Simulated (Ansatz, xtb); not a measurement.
C3H9BGeO2: which of two isomers lies lower

Structure a: `C[CH2][Ge@@H]1[CH2]OB[O]1`, a singlet. Structure b: `CC[C@@H]1OB[O][GeH2]1`, a singlet. Both are isolated molecules in the gas phase, relaxed with B3LYP-D3(BJ)/def2-SVP, each in the lowest conformer that the search found.

a (Å):

```xyz
16

C     1.9527    0.1343    1.7509
C     2.4674   -0.3818    0.4031
C     1.3542   -1.6886   -2.5244
B    -0.5460   -0.2782   -2.1957
Ge    1.1370   -1.4535   -0.5555
O     0.2925   -0.9139   -3.0807
O    -0.3340   -0.4037   -0.8592
H     1.6897   -0.6941    2.4288
H     1.0514    0.7532    1.6207
H     2.7121    0.7490    2.2610
H     2.7434    0.4529   -0.2623
H     3.3733   -0.9989    0.5316
H     0.6843   -2.6950    0.2432
H     1.2584   -2.7379   -2.8466
H     2.3219   -1.3083   -2.8906
H    -1.4499    0.3804   -2.6419
```

b (Å):

```yaml
atoms:
  - { symbol: C, position_ang: [2.4094, 1.4793, -2.1296] }
  - { symbol: C, position_ang: [1.6291, 1.5936, -0.8221] }
  - { symbol: C, position_ang: [1.3296, 0.2374, -0.1937] }
  - { symbol: B, position_ang: [0.9577, -0.0934, 2.1577] }
  - { symbol: Ge, position_ang: [2.9222, -0.7228, 0.5467] }
  - { symbol: O, position_ang: [0.4916, 0.3862, 0.9569] }
  - { symbol: O, position_ang: [2.1713, -0.7058, 2.2111] }
  - { symbol: H, position_ang: [1.8611, 0.8771, -2.8727] }
  - { symbol: H, position_ang: [2.5917, 2.4699, -2.5724] }
  - { symbol: H, position_ang: [3.3939, 1.0038, -1.9783] }
  - { symbol: H, position_ang: [0.6674, 2.1070, -0.9937] }
  - { symbol: H, position_ang: [2.1833, 2.2146, -0.0968] }
  - { symbol: H, position_ang: [0.8000, -0.3995, -0.9231] }
  - { symbol: H, position_ang: [0.2708, 0.0446, 3.1361] }
  - { symbol: H, position_ang: [4.2386, 0.0764, 0.5907] }
  - { symbol: H, position_ang: [3.1532, -2.1842, 0.1210] }
```

Problem. Estimate E(b) − E(a) at the level CCSD(T)/def2-SVP + ΔMP2/def2-TZVPP.

Solution. Calculated at CCSD(T)/def2-SVP + ΔMP2/def2-TZVPP: E(b) − E(a) = +18.1 kJ/mol, so structure a lies lower.

Level by level:

| level | geometry | E(b) − E(a) (kJ/mol) | departure from the last row (kJ/mol) | job, with rough time for the two |
| --- | --- | --- | --- | --- |
| GFN2-xTB | GFN2-xTB | −28.6 | −46.6 | optimisation, 0.29 s |
| HF/STO-3G | GFN2-xTB | +18.4 | +0.3 | single point, 0.56 s |
| r2SCAN-D4/def2-SVP | GFN2-xTB | +9.8 | −8.3 | single point, 5 s |
| B3LYP-D3(BJ)/def2-SVP | B3LYP-D3(BJ)/def2-SVP | +9.3 | −8.7 | optimisation, 60 s |
| HF/def2-SVP | B3LYP-D3(BJ)/def2-SVP | +11.5 | −6.6 | part of the CCSD(T) run |
| MP2/def2-SVP | B3LYP-D3(BJ)/def2-SVP | +7.1 | −11.0 | part of the CCSD(T) run |
| CCSD(T)/def2-SVP | B3LYP-D3(BJ)/def2-SVP | +4.9 | −13.1 | single point |
| CCSD(T)/def2-SVP + ΔMP2/def2-TZVPP | B3LYP-D3(BJ)/def2-SVP | +18.1 |  | single point, 2.6 min |

As drawn, b has 1 C–C, 1 Ge–H in place of 1 C–Ge, 1 C–H.

GFN2-xTB puts the two in the other order. The largest departure from CCSD(T)/def2-SVP + ΔMP2/def2-TZVPP is that of GFN2-xTB, 46.6 kJ/mol. The last row adds to CCSD(T) the change of the MP2 difference between the two basis sets, here +13.1 kJ/mol, a large step that makes the value less sure.

With thermal terms from frequencies at re-optimised GFN2-xTB minima (ideal gas, soft modes damped towards free rotors, one conformer each, 298.15 K, 1 atm): the zero-point term adds −3.2 kJ/mol; ΔH is +13.4 and ΔG +17.0 kJ/mol.

The correlated steps freeze 15 core orbitals; the filled d shell of Ge is correlated, in a basis made for valence electrons. Codes used: Ansatz 0.2.0, xtb 6.7.1; the last row on 4 threads of Arm Neoverse V1 on a shared host.

Structure a is favoured chiefly because its ethyl group sits on germanium and the hydrogen stays on carbon. Both rings keep the same B–O, C–O and Ge–O links, so the contest is between C–H plus Ge–C and Ge–H plus C–C. The C–H bond is much stronger than Ge–H, whose diffuse germanium orbitals overlap less well with hydrogen, and this outweighs the advantage of C–C over Ge–C. The zero-point term pulls the other way, as expected when a stiff C–H oscillator is replaced by a softer Ge–H one, but it is too small to change the order.

The sign is better supported than the size: every Hartree–Fock, density-functional and correlated row favours a, though with gaps from +4.9 to +18.4 kJ/mol. The near-perfect match of HF/STO-3G with the last row is probably a cancellation of errors, and the reversal in GFN2-xTB suggests an imbalance in its parametrised germanium bonding. The energy ordering says nothing about how easily the isomers interconvert.
